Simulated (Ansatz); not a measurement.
BaB: energy above given cell and pressure against volume ratio

Plane-wave density functional theory, PAW datasets, Gaussian smearing 0.05 eV: equation of state, the given cell scaled in volume with shape and atoms relaxed at each volume. The results are calculated, by Ansatz 0.2.0.

The cell before it is scaled or strained (space group Fm-3m, No. 225):
```
BaB
1.0
      0.0000     3.0828     3.0828
      3.0828     0.0000     3.0828
      3.0828     3.0828     0.0000
Ba B
1 1
Direct
  0.50000 0.50000 0.50000
  0.00000 0.00000 0.00000
```

Settings of every row: paw set soft_2; functional PBE; spin treatment none; moment partition spheres; spin axis none; wave cutoff 420 eV; k mesh 10x10x10; symmetry use detected.

Atom hubbard u: 0 on all atoms.

Limits: no spin-orbit coupling, which can matter with elements this heavy; the cell comes from a prototype or a list of computed structures and needn't be the stable phase.

```csv
row,volume ratio,V (Å³/atom),energy above given cell (meV per atom),pressure (GPa)
1,0.945,27.686,?,?
2,0.96,28.126,3.75,1.123
3,0.98,28.712,0.85,0.537
4,1,29.298,0,0.004
5,1.02,29.884,1.02,-0.484
6,1.04,30.47,3.73,-0.927
7,1.07,31.349,10.63,-1.5
8,1.1,32.227,20.35,-1.927
```

Question: what energy above given cell and pressure should row 1 give?

Worked fit of energy above given cell. Take u = (V_r/V)^(2/3) − 1 with V_r = 29.884 Å³ an atom, which is twice the finite (Eulerian) strain; such expansions in the strain, on which the Birch-Murnaghan equation of state is built, carry the rest volume and the bulk modulus. The shown rows have u = 0.04125, 0.02703, 0.01329, 0, -0.01286, -0.0314, -0.04908. Least squares give energy above given cell = 1.034 − 144.32 × u + 5088.5 × u² meV per atom; a straight line predicts inner rows, each left out in turn, worse (root mean square 3.6 against 0.032 meV per atom). The rows lie off it by 0.01, 0.00, -0.01, -0.01, 0.00, 0.05, -0.02 (root mean square 0.021 meV per atom). Its lowest point lies at u = 0.0142, or V = 29.26 Å³ an atom, and the curvature there gives the bulk modulus with shape and atoms relaxed, B = (4/9)(1 + u)² E″(u)/V = 25.5 GPa. The withheld row has u = 0.05225, so the fit gives 1.034 − 144.32 × (0.05225) + 5088.5 × (0.05225)² = 7.39 meV per atom.

The calculation gave 7.44 meV per atom. The fit lies 0.05 meV per atom (0.25 % of the column's range) below it; its largest miss of a shown row is 0.05 meV per atom. This row lies beyond the range of the fit.

Worked fit of pressure. Take u = (V_r/V)^(2/3) − 1 with V_r = 29.884 Å³ an atom, which is twice the finite (Eulerian) strain; such expansions in the strain, on which the Birch-Murnaghan equation of state is built, carry the rest volume and the bulk modulus. The shown rows have u = 0.04125, 0.02703, 0.01329, 0, -0.01286, -0.0314, -0.04908. Least squares give pressure = −0.4881 + 35.813 × u + 101.88 × u² − 601.5 × u³ GPa; a parabola predicts inner rows, each left out in turn, worse (root mean square 0.017 against 0.0086 GPa). The rows lie off it by 0.003, -0.005, 0.000, 0.004, 0.004, -0.006, 0.002 (root mean square 0.0039 GPa), a smooth pattern that one more power would take up: the form is only approximate. The pressure vanishes at u = 0.0132, or V = 29.3 Å³ an atom, and there the bulk modulus with shape and atoms relaxed is B = −V dP/dV = (2/3)(1 + u) dP/du = 25.8 GPa. The withheld row has u = 0.05225, so the fit gives −0.4881 + 35.813 × (0.05225) + 101.88 × (0.05225)² − 601.5 × (0.05225)³ = 1.575 GPa.

The calculation gave 1.613 GPa. The fit lies 0.038 GPa (2.4 % of the value, 1.1 % of the column's range) below it; its largest miss of a shown row is 0.006 GPa. This row lies beyond the range of the fit.
